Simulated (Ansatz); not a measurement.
# Ga₂O: pressure against volume per atom

Results calculated with Ansatz 0.2.0 development build, not measured. Equation of state of a cubic crystal from periodic Kohn-Sham density functional theory without spin; pressure corrected for the finite basis.

Cell of the first row (space group Fm-3m, No. 225):
```
cell vectors (Å)
   0.0000     2.9214     2.9214
   2.9214     0.0000     2.9214
   2.9214     2.9214     0.0000
atoms (fractions of the cell vectors)
Ga  0.25000  0.25000  0.25000
Ga  0.75000  0.75000  0.75000
O   0.00000  0.00000  0.00000
```

Settings of every row: formula Ga2O; structure type antifluorite; functional PBE; spin treatment none; k mesh 32x32x32; occupation method fermi-dirac; occupation width 0.061225619 eV; wave cutoff 420 eV; datasets soft-1 PAW; density cutoff ratio 4.

Limits: a cubic model structure, not a phase known at ambient conditions.

| row | volume per atom (Å³) | pressure (GPa) | energy above lowest point (meV/atom) |
| --- | --- | --- | --- |
| 1 | 16.622 | 3.51 | 10.93 |
| 2 | 16.976 | 2.202 | 4.65 |
| 3 | 17.329 | 1.033 | 1.11 |
| 4 | 17.683 | ? | ? |
| 5 | 18.037 | -0.944 | 1.08 |
| 6 | 18.39 | -1.778 | 4.1 |
| 7 | 18.744 | -2.523 | 8.86 |

Question: what pressure should row 4 give?

Worked fit of pressure. Take u = (V_r/V)^(2/3) − 1 with V_r = 17.683 Å³ an atom, which is twice the finite (Eulerian) strain; such expansions in the strain, on which the Birch-Murnaghan equation of state is built, carry the rest volume and the bulk modulus. The shown rows have u = 0.04211, 0.02758, 0.01357, -0.01313, -0.0258, -0.0381. Least squares give pressure = −0.0109 + 73.983 × u + 219.51 × u² + 220 × u³ GPa; a parabola predicts inner rows, each left out in turn, worse (root mean square 0.0055 against 0.002 GPa). The rows lie off it by 0.000, 0.001, -0.001, 0.001, -0.001, 0.000. The pressure vanishes at u = 0.0001, or V = 17.68 Å³ an atom, and there the bulk modulus at fixed shape and fractions is B = −V dP/dV = (2/3)(1 + u) dP/du = 49.4 GPa. The withheld row has u = 0, so the fit gives −0.0109 + 73.983 × (0) + 219.51 × (0)² + 220 × (0)³ = -0.011 GPa.

The calculation gave -0.011 GPa. The fit meets it to the printed digit.

The other values of row 4: energy above lowest point 0 meV/atom.
